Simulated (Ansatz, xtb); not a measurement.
## BH2F− (SMILES [BH2-]F): the vertical energy of the quartet above the doublet, rung by rung

BH2F− has 4 atoms, charge -1, and is taken as a doublet. SMILES: `[BH2-]F`. The coordinates come from a GFN2-xTB relaxation.

Each level gives the vertical energy of the quartet above the doublet (eV). The values are calculated.

| level | kind | program | value (eV) | less FCI/STO-3G | CPU time (all runs) |
| --- | --- | --- | --- | --- | --- |
| GFN0-xTB | semi-empirical | xtb | 9.08 | -3.36 | under 2 s |
| USVWN5/STO-3G | LDA | Ansatz | 12.15 | -0.29 | 1.1 s |
| U-revPBE/STO-3G | GGA | Ansatz | 12.13 | -0.31 | 1.9 s |
| UB3LYP/STO-3G | global hybrid | Ansatz | 12.36 | -0.08 | 2 s |
| U-wB97X/STO-3G | range-separated hybrid | Ansatz | 12.56 | +0.12 | 9.4 s |
| UB2PLYP/STO-3G | double hybrid | Ansatz | 12.53 | +0.09 | 2.3 s |
| RPA@PBE/STO-3G | RPA | Ansatz | 12.31 | -0.13 | 2.8 s |
| UCCSD(T)/STO-3G | coupled cluster or CI | Ansatz | 12.44 | 0.00 | 0.45 s |
| FCI/STO-3G | exact in the basis | Ansatz | 12.44 | 0.00 | 0.57 s |

FCI/STO-3G is exact within its basis and frozen core, so for wave-function methods in that basis the difference is their error; functionals converge differently with the basis, so for them it is only a difference. Sets without diffuse functions describe the anion poorly. The values span 9.08 to 12.56 eV. The xTB rows lack spin polarisation, so open shells miss the exchange term that lowers them. All rows use very small basis sets, so even the best lies far from the true value. Times are those of the runs behind each value, whatever else they computed, on shared processors of several kinds: orders of magnitude only.

The quartet lies far above the doublet at every level because reaching it means unpairing a bonding or fluorine lone-pair electron and placing it in an antibonding valence orbital, while the extra electron of the anion remains largely in the boron p orbital. UCCSD(T) reproduces the FCI gap of 12.44 eV to the printed precision, which suggests that neither state has strong multireference character, though the very small virtual space also makes this an easy test. The LDA and GGA gaps fall below the FCI value and the hybrids come closer, probably because exact exchange widens the separation between occupied and antibonding levels. GFN0-xTB stands apart at 9.08 eV. Missing spin polarisation can't explain this, since it should push the quartet up; the parametrised orbital energies are a likelier source. In reality, a quartet this high should lie above the electron-detachment threshold, so the computed gap describes a state confined by the compact basis and not a bound excited state of the anion.
